**M1 line strengths of Dy²⁺ against pure $LS$ coupling**

The table holds wavelengths, Einstein A coefficients and branchings of 23 magnetic-dipole lines of Dy²⁺ from radial Dirac CI 1 (CI on Dirac orbitals in exchange-only KLI potentials, Breit and model QED terms, Slater integrals scaled by 0.85, P86 correlation estimate). The program extracts the line strength from $A g\lambda^3$ and compares it with the parameter-free $LS$ formula, with a constant strength and with the formula times the leading-term weights; it also tests a two-level 5S2/5F2 mixing picture and the Landé rule for the 5I intervals. The 16 in-term lines reach 0.61 to 0.965 of the $LS$ strength, and the seven lines between different terms are weaker in strength than any of them. The two-level picture gives a nominal 5F share of about a tenth in the 5S2 level but misses the computed purities and Landé factors, and the Landé rule errs by −14 to +31 % relative to the computed intervals. The strongest competing decay of 3K7 and of 7Fo6 is an E1 line that depends on the placing of 4f⁹6s; for 3K7 it is about half of the decays, and the branching would stay low without it.

Dy2+ lines from radial Dirac CI 1: relativistic CI with Dirac orbitals in exchange-only KLI potentials, Breit and QED terms, valence Slater integrals scaled by 0.85 and a P86 correlation estimate. The configurations are 4f10 5p6, 4f9 5p6 6s, 4f9 5p6 6p, 4f9 5p6 7s and 4f12 5p4. Wavelengths are for vacuum; branching counts E1, M1 and E2 decays within these configurations.

## Numerical check

```python
# Table: M1 lines of Dy2+ (wavelength, Einstein A, branching), radial Dirac CI 1, CI on KLI orbitals,
# Breit + model QED, Slater integrals x0.85, P86 estimate. Tested: line strength S taken from A against the
# pure-LS formula (no parameter), constant S, LS x term weights; 5S2/5F2 two-level mixing; Lande intervals of 5I.
T = {
    'line_upper': ['4f9 5p6 6s 7Fo1', '4f9 5p6 6s 7Ho2', '4f10 5p6 5F1', '4f9 5p6 6s 7Fo2', '4f9 5p6 6s 7Fo3', '4f10 5p6 5F3', '4f10 5p6 5I4', '4f10 5p6 5F3', '4f10 5p6 5I5', '4f10 5p6 5F2', '4f10 5p6 5F4', '4f10 5p6 5I6', '4f10 5p6 3L7', '4f10 5p6 3M9', '4f10 5p6 5F1', '4f10 5p6 3K7', '4f10 5p6 3M9', '4f10 5p6 5I7', '4f10 5p6 3L8', '4f10 5p6 5F5', '4f9 5p6 6s 7Fo6', '4f10 5p6 3M8', '4f10 5p6 3M10'],
    'line_lower': ['4f9 5p6 6s 7Fo2', '4f9 5p6 6s 7Ho3', '4f10 5p6 5F2', '4f9 5p6 6s 7Fo3', '4f9 5p6 6s 7Fo4', '4f10 5p6 5F4', '4f10 5p6 5I5', '4f10 5p6 5S2', '4f10 5p6 5I6', '4f10 5p6 5S2', '4f10 5p6 5F5', '4f10 5p6 5I7', '4f10 5p6 3L8', '4f10 5p6 1L8', '4f10 5p6 5S2', '4f10 5p6 3K8', '4f10 5p6 3M10', '4f10 5p6 5I8', '4f10 5p6 3L9', '4f10 5p6 5I4', '4f9 5p6 6s 7Ho7', '4f10 5p6 3M9', '4f10 5p6 3L9'],
    'line_type': ['M1', 'M1', 'M1', 'M1', 'M1', 'M1', 'M1', 'M1', 'M1', 'M1', 'M1', 'M1', 'M1', 'M1', 'M1', 'M1', 'M1', 'M1', 'M1', 'M1', 'M1', 'M1', 'M1'],
    'line_wavelength': [16849, 11895, 9612.6, 9483.3, 6222.3, 6047.8, 5817.3, 4798.8, 4580.9, 4272.1, 3651.0, 3382.0, 3191.3, 3110.7, 2957.6, 2505.9, 2415.6, 2391.0, 2321.2, 2306.1, 2129.6, 2109.2, 1964.9],  # nm
    'line_einstein_a': [0.03872, 0.08862, 0.07478, 0.1661, 0.4277, 0.2878, 0.3582, 0.04732, 0.8928, 0.2272, 0.665, 1.919, 0.729, 0.2332, 0.4169, 1.525, 1.705, 3.251, 1.807, 0.015, 0.2359, 2.254, 0.2725],  # s⁻¹
    'line_branching': [2.3, 99.5, 13.9, 3.7, 6.8, 67.8, 100.0, 11.1, 100.0, 93.9, 94.9, 100.0, 2.1, 5.9, 77.3, 3.5, 43.3, 100.0, 3.4, 2.7, 4.5, 8.6, 99.9],  # %
}
import re
import numpy as np
from scipy import constants as c
muB = c.physical_constants['Bohr magneton'][0]; gs = -c.physical_constants['electron g factor'][0]
K = 16*np.pi**3*c.mu_0*muB**2/(3*c.h)
def parse(s):
    t = s.split()[-1]; m = re.match(r'(\d)([A-Z])o?(\d+)$', t)
    return t, (int(m.group(1))-1)/2, 'SPDFGHIKLMNOQ'.index(m.group(2)), int(m.group(3))
def sls(S, L, J): return (gs-1)**2*(J*J-(L-S)**2)*((L+S+1)**2-J*J)/(4*J)
# further outputs of the same run (typed): leading-term weights %, zeta(4f), Breit+QED shares, g, E1 rates, energies
W = {'5I8':94,'5I7':97,'5I6':96,'5I5':92,'5I4':91,'5F5':77,'5F4':92,'5F3':90,'5F2':58,'5F1':77,'5S2':67,
     '7Ho2':92,'7Ho3':89,'7Fo3':79,'7Fo4':64}
zeta = 1800.98; bq = {8:0.0, 7:-202.41+21.34, 6:-285.5+32.76, 5:-309.98+39.37, 4:-341.28+45.6}
lam = np.array(T['line_wavelength'], float); A = np.array(T['line_einstein_a'], float); br = np.array(T['line_branching'], float)
U = [parse(s) for s in T['line_upper']]; Lo = [parse(s) for s in T['line_lower']]
g = np.array([2*u[3]+1 for u in U]); S = A*g*(lam*1e-9)**3/K
same = np.array([u[1:3] == l[1:3] for u, l in zip(U, Lo)])
S0 = np.array([sls(u[1], u[2], max(u[3], l[3])) if s else 0.0 for u, l, s in zip(U, Lo, same)])
ww = np.array([W.get(u[0], np.nan)*W.get(l[0], np.nan)/1e4 for u, l in zip(U, Lo)])
nm = [u[0]+'>'+l[0] for u, l in zip(U, Lo)]; ix = {n: i for i, n in enumerate(nm)}
print('A = %.4e * sigma(cm-1)^3 * S/g s-1; S in muB^2' % (K*1e6))
print('line  dE/cm-1  g  S  S_LS  S/S_LS  wu*wl  total rate/s-1')
for i, n in enumerate(nm):
    print('%-10s %5.0f %2d %6.3f %5.2f %s %s %.3g' % (n, 1e7/lam[i], g[i], S[i], S0[i],
          '%.3f' % (S[i]/S0[i]) if same[i] else '  -  ', '%.2f' % ww[i] if ww[i] == ww[i] else ' -  ', 100*A[i]/br[i]))
fl = 0.5*10**(np.floor(np.log10(A))-3)/A + 1.5*10**(np.floor(np.log10(lam))-4)/lam
print('rounding floor on S: max %.3f %%' % (100*fl.max()))
idx = np.where(same)[0]; r = S[same]/S0[same]; wi = idx[np.argsort(r)[:3]]
print('in-term n=%d: S/S_LS mean %.3f range %.3f-%.3f; worst %s' % (len(r), r.mean(), r.min(), r.max(), [nm[i] for i in wi]))
print('scatter of ln S in-term: constant S %.3f; S_LS x one factor (%.3f) %.3f; S_LS unscaled rms %.3f'
      % (np.log(S[same]).std(), np.exp(np.log(r).mean()), np.log(r).std(), np.sqrt((np.log(r)**2).mean())))
k = same & ~np.isnan(ww); q = S[k]/(S0[k]*ww[k])
print('S/(S_LS wu wl), n=%d: %.2f-%.2f mean %.2f; corr(S/S_LS, wu wl) %.2f' % (k.sum(), q.min(), q.max(), q.mean(), np.corrcoef(S[k]/S0[k], ww[k])[0, 1]))
sl = lambda y, m: np.polyfit(np.log(lam[m]), np.log(y), 1)[0]
p3 = sl(A[same]*g[same]/S0[same], same)
print('slope dlnA/dln(lam): all %.2f, in-term %.2f, in-term A*g/S_LS %.2f (-3 built in)' % (sl(A, lam > 0), sl(A[same], same), p3))
print('S range in-term %.2f-%.2f, cross-term %.3f-%.2f; A max/A first row %.0f' % (S[same].min(), S[same].max(), S[~same].min(), S[~same].max(), A.max()/A[0]))
def cmp(a, b):
    a, b = ix[a], ix[b]
    print('%s / %s: A x%.3g = lam^-3 x%.3g * S x%.3g * 1/g x%.3g' % (nm[a], nm[b], A[a]/A[b], (lam[b]/lam[a])**3, S[a]/S[b], g[b]/g[a]))
cmp('5I7>5I8', '5I4>5I5'); cmp('5I7>5I8', '7Fo1>7Fo2'); cmp('5F1>5S2', '5F1>5F2'); cmp('5F5>5I4', '3L8>3L9')
b1 = S[ix['5F1>5S2']]/(sls(2, 3, 2)*W['5F1']/100); b3 = S[ix['5F3>5S2']]/(sls(2, 3, 3)*W['5F3']/100)
x = S[ix['5F2>5S2']]/(30*(gs-1)**2); b2 = (1-np.sqrt(1-4*x))/2
print('5F share in "5S2": from 5F1 %.3f, from 5F3 %.3f, from 5F2 (two-level) %.3f' % (b1, b3, b2))
print('two-level g: 5S2 %.3f (run 1.760), 5F2 %.3f (run 1.192); weight %.0f %% (run 67, 58)' % (gs-b2*(gs-1), 1+b2*(gs-1), 100*(1-b2)))
print('S sum 5F1>(5F2+5S2) %.2f; S_LS %.2f; S_LS*w(5F1) %.2f' % (S[ix['5F1>5S2']]+S[ix['5F1>5F2']], sls(2, 3, 2), sls(2, 3, 2)*W['5F1']/100))
Js = [8, 7, 6, 5]; dE = np.array([1e7/lam[ix['5I%d>5I%d' % (J-1, J)]] for J in Js]); Ja = np.array(Js)
print('5I dE/J cm-1 (J=8..5):', np.round(dE/Ja, 0), 'zeta/4 = %.0f' % (zeta/4))
print('  Lande error %:', np.round(100*(Ja*zeta/4/dE-1), 1), 'total width %.0f vs %.0f' % (dE.sum(), Ja.sum()*zeta/4))
print('  dE/J without Breit+QED shares:', np.round((dE-np.array([bq[J-1]-bq[J] for J in Js]))/Ja, 0))
print('E1/M1 rate: 3K7 %.1f (E1 22.31 s-1), 7Fo6 %.1f (E1 4.871 s-1)' % (22.31/A[ix['3K7>3K8']], 4.871/A[ix['7Fo6>7Ho7']]))
gap = (22.89-20.56211)*c.e/(c.h*c.c*100)
print('ionisation gap %.0f cm-1; 5Ho7 shifted by it %.0f vs 3K7 21789 cm-1' % (gap, 10838.38+gap))
assert r.max() < 1 and r.min() > 0.5
assert S[~same].max() < S[same].min()
assert -3.3 < p3 < -2.7
assert np.all(np.diff(dE/Ja) < 0)
```

Printed output:

```
A = 2.6974e-11 * sigma(cm-1)^3 * S/g s-1; S in muB^2
line  dE/cm-1  g  S  S_LS  S/S_LS  wu*wl  total rate/s-1
7Fo1>7Fo2    594  3 20.599 22.60 0.911  -   1.68
7Ho2>7Ho3    841  5 27.648 30.14 0.917 0.82 0.0891
5F1>5F2     1040  3  7.387 12.06 0.613 0.45 0.538
7Fo2>7Fo3   1054  5 26.259 30.14 0.871  -   4.49
7Fo3>7Fo4   1607  7 26.739 33.15 0.807 0.51 6.29
5F3>5F4     1653  7 16.521 18.84 0.877 0.83 0.424
5I4>5I5     1719  9 23.529 25.32 0.929 0.84 0.358
5F3>5S2     2084  7  1.357  0.00   -   0.60 0.426
5I5>5I6     2183 11 35.000 37.67 0.929 0.88 0.893
5F2>5S2     2341  5  3.284  0.00   -   0.39 0.242
5F4>5F5     2739  9 10.798 13.26 0.814 0.71 0.701
5I6>5I7     2957 13 35.777 37.89 0.944 0.93 1.92
3L7>3L8     3134 15 13.176 16.95 0.777  -   34.7
3M9>1L8     3215 19  4.944  0.00   -    -   3.95
5F1>5S2     3381  3  1.200  0.00   -   0.52 0.539
3K7>3K8     3991 15 13.345 14.94 0.893  -   43.6
3M9>3M10    4140 19 16.928 18.99 0.892  -   3.94
5I7>5I8     4182 15 24.712 25.62 0.965 0.91 3.25
3L8>3L9     4308 17 14.243 16.97 0.839  -   53.1
5F5>5I4     4336 11  0.075  0.00   -   0.70 0.556
7Fo6>7Ho7   4696 13  1.098  0.00   -    -   5.24
3M8>3M9     4741 17 13.330 18.98 0.702  -   26.2
3M10>3L9    5089 21  1.609  0.00   -    -   0.273
rounding floor on S: max 0.040 %
in-term n=16: S/S_LS mean 0.855 range 0.613-0.965; worst ['5F1>5F2', '3M8>3M9', '3L7>3L8']
scatter of ln S in-term: constant S 0.430; S_LS x one factor (0.850) 0.116; S_LS unscaled rms 0.200
S/(S_LS wu wl), n=9: 1.01-1.60 mean 1.17; corr(S/S_LS, wu wl) 0.92
slope dlnA/dln(lam): all -1.21, in-term -1.99, in-term A*g/S_LS -3.00 (-3 built in)
S range in-term 7.39-35.78, cross-term 0.075-4.94; A max/A first row 84
5I7>5I8 / 5I4>5I5: A x9.08 = lam^-3 x14.4 * S x1.05 * 1/g x0.6
5I7>5I8 / 7Fo1>7Fo2: A x84 = lam^-3 x350 * S x1.2 * 1/g x0.2
5F1>5S2 / 5F1>5F2: A x5.58 = lam^-3 x34.3 * S x0.162 * 1/g x1
5F5>5I4 / 3L8>3L9: A x0.0083 = lam^-3 x1.02 * S x0.00527 * 1/g x1.55
5F share in "5S2": from 5F1 0.129, from 5F3 0.083, from 5F2 (two-level) 0.124
two-level g: 5S2 1.878 (run 1.760), 5F2 1.125 (run 1.192); weight 88 % (run 67, 58)
S sum 5F1>(5F2+5S2) 8.59; S_LS 12.06; S_LS*w(5F1) 9.28
5I dE/J cm-1 (J=8..5): [523. 422. 364. 344.] zeta/4 = 450
  Lande error %: [-13.9   6.6  23.8  31. ] total width 11041 vs 11706
  dE/J without Breit+QED shares: [545. 433. 367. 349.]
E1/M1 rate: 3K7 14.6 (E1 22.31 s-1), 7Fo6 20.6 (E1 4.871 s-1)
ionisation gap 18776 cm-1; 5Ho7 shifted by it 29614 vs 3K7 21789 cm-1
```
